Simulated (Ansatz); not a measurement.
A series in volume scale on Sr₃Zn

Results calculated with Ansatz 0.2.0, not measured. Free energy against uniform scaling of the volume at fixed shape and fractions; periodic cell, basis, potentials, k mesh and filling as listed.

The cell before it is scaled or strained (space group Pm-3m, No. 221):
```
CELL_PARAMETERS angstrom
5.47990 0.00000 0.00000
0.00000 5.47990 0.00000
0.00000 0.00000 5.47990
ATOMIC_POSITIONS crystal
Sr 0.50000 0.00000 0.50000
Sr 0.50000 0.50000 0.00000
Sr 0.00000 0.50000 0.50000
Zn 0.00000 0.00000 0.00000
```

Settings of every row: functional PBE; dispersion none; potentials PAW; wave cutoff 550 eV; density cutoff 2200 eV; k mesh 4x4x4; k shift 0x0x0; occupations methfessel paxton; smearing width 0.1 eV; spin none.

Limits: coarse k mesh, up to 40 meV an atom off; the cell comes from a prototype or a list of computed structures and needn't be the stable phase.

| row | volume scale | V (Å³/atom) | energy above lowest point (meV/atom) | pressure (GPa) |
| --- | --- | --- | --- | --- |
| 1 | 0.88 | 36.203 | 30.9 | 2.27 |
| 2 | 0.92 | 37.848 | 12.4 | 1.36 |
| 3 | 0.96 | 39.494 | 2.6 | 0.58 |
| 4 | 1 | 41.139 | 0 | -0.06 |
| 5 | 1.04 | 42.785 | ? | ? |
| 6 | 1.08 | 44.431 | 11.5 | -1 |
| 7 | 1.12 | 46.076 | 23.5 | -1.35 |

Question: what energy above lowest point and pressure should row 5 give?

Worked fit of energy above lowest point. Take u = (V_r/V)^(2/3) − 1 with V_r = 40.317 Å³ an atom, which is twice the finite (Eulerian) strain; such expansions in the strain, on which the Birch-Murnaghan equation of state is built, carry the rest volume and the bulk modulus. The shown rows have u = 0.07439, 0.04303, 0.01384, -0.01337, -0.06272, -0.08517. Least squares give energy above lowest point = 0.51 + 92.2 × u + 4254 × u² meV/atom; a straight line predicts inner rows, each left out in turn, worse (root mean square 11 against 0.054 meV/atom). All shown rows lie on it to the printed digit. Its lowest point lies at u = -0.0108, or V = 40.98 Å³ an atom, and the curvature there gives the bulk modulus at fixed shape and fractions, B = (4/9)(1 + u)² E″(u)/V = 14.5 GPa. The withheld row has u = -0.03884, so the fit gives 0.51 + 92.2 × (-0.03884) + 4254 × (-0.03884)² = 3.3 meV/atom.

The calculation gave 3.3 meV/atom. The fit meets it to the printed digit.

Worked fit of pressure. Take u = (V_r/V)^(2/3) − 1 with V_r = 40.317 Å³ an atom, which is twice the finite (Eulerian) strain; such expansions in the strain, on which the Birch-Murnaghan equation of state is built, carry the rest volume and the bulk modulus. The shown rows have u = 0.07439, 0.04303, 0.01384, -0.01337, -0.06272, -0.08517. Least squares give pressure = 0.249 + 23.29 × u + 53.1 × u² GPa; a straight line predicts inner rows, each left out in turn, worse (root mean square 0.14 against 0.01 GPa). The rows lie off it by -0.01, 0.01, 0.00, -0.01, 0.00, 0.00. The pressure vanishes at u = -0.0110, or V = 40.99 Å³ an atom, and there the bulk modulus at fixed shape and fractions is B = −V dP/dV = (2/3)(1 + u) dP/du = 14.6 GPa. The withheld row has u = -0.03884, so the fit gives 0.249 + 23.29 × (-0.03884) + 53.1 × (-0.03884)² = -0.58 GPa.

The calculation gave -0.57 GPa. The fit lies 0.01 GPa (1.8 % of the value, 0.28 % of the column's range) below it, one unit of the last digit.
